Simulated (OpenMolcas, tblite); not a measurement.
How methods differ on C2H4O2Si (SMILES C=C1O[SiH2]O1)

C2H4O2Si: 9 atoms, total charge 0, spin state singlet. SMILES: `C=C1O[SiH2]O1`. The coordinates come from a PBE0-D4/def2-TZVP relaxation.

```xyz
9

C     0.5273    1.3585   -1.1296
C     0.1573    0.3831   -0.3229
O    -0.5852    0.4736    0.8382
Si   -0.4400   -1.1905    0.9783
O     0.4217   -0.9673   -0.4421
H     0.2431    2.3748   -0.9045
H     1.1113    1.1326   -2.0084
H    -1.7011   -1.9496    0.8408
H     0.3541   -1.6615    2.1329
```

Each level gives the HOMO–LUMO gap (eV). The values are calculated.

| level | kind | program | value (eV) | CPU time |
| --- | --- | --- | --- | --- |
| GFN1-xTB | semi-empirical | tblite | 5.46 | under 2 s |
| HF/cc-pVDZ | Hartree–Fock | OpenMolcas | 12.06 | 14 s |
| SVWN5/cc-pVDZ | LDA | OpenMolcas | 3.62 | 37 s |
| revPBE/cc-pVDZ | GGA | OpenMolcas | 3.75 | 57 s |
| r2SCAN/cc-pVDZ | meta-GGA | OpenMolcas | 4.36 | 60 s |
| B3LYP/cc-pVDZ | global hybrid | OpenMolcas | 5.41 | 73 s |
| B2PLYP/cc-pVDZ | double hybrid | OpenMolcas | 8.17 | 50 s |

The values span 3.62 to 12.06 eV. Orbital gaps aren't excitation energies, and those of double hybrids come from the SCF part alone; they tend to grow with the share of exact exchange. CPU times are rough (shared hosts, several kinds of processor): they show what a rung costs within a factor of a few.

The gap depends far more on the treatment of exchange than on the step from LDA to GGA: SVWN5 and revPBE nearly coincide at 3.62 and 3.75 eV, while Hartree–Fock reaches 12.06 eV. The wide Hartree–Fock gap probably arises because an empty orbital there feels the repulsion of all the electrons, whereas an occupied one is spared its own. The closeness of GFN1-xTB (5.46 eV) to B3LYP (5.41 eV) is agreement between two differently defined orbital spectra and doesn't validate either.

Chemically, the molecule is a cyclic silyl ketene acetal. Both oxygens can donate lone-pair density into the C=C bond, which suggests a HOMO of π character, raised by antibonding O contributions and weighted towards the terminal CH2 carbon. That would fit the nucleophilicity typical of ketene acetals at this position. The LUMO is less obvious, since π* and σ* orbitals at the silicon in the strained ring may compete. Without diffuse functions in the basis, the energy of a weakly bound or unbound LUMO would not be converged, least of all in Hartree–Fock.
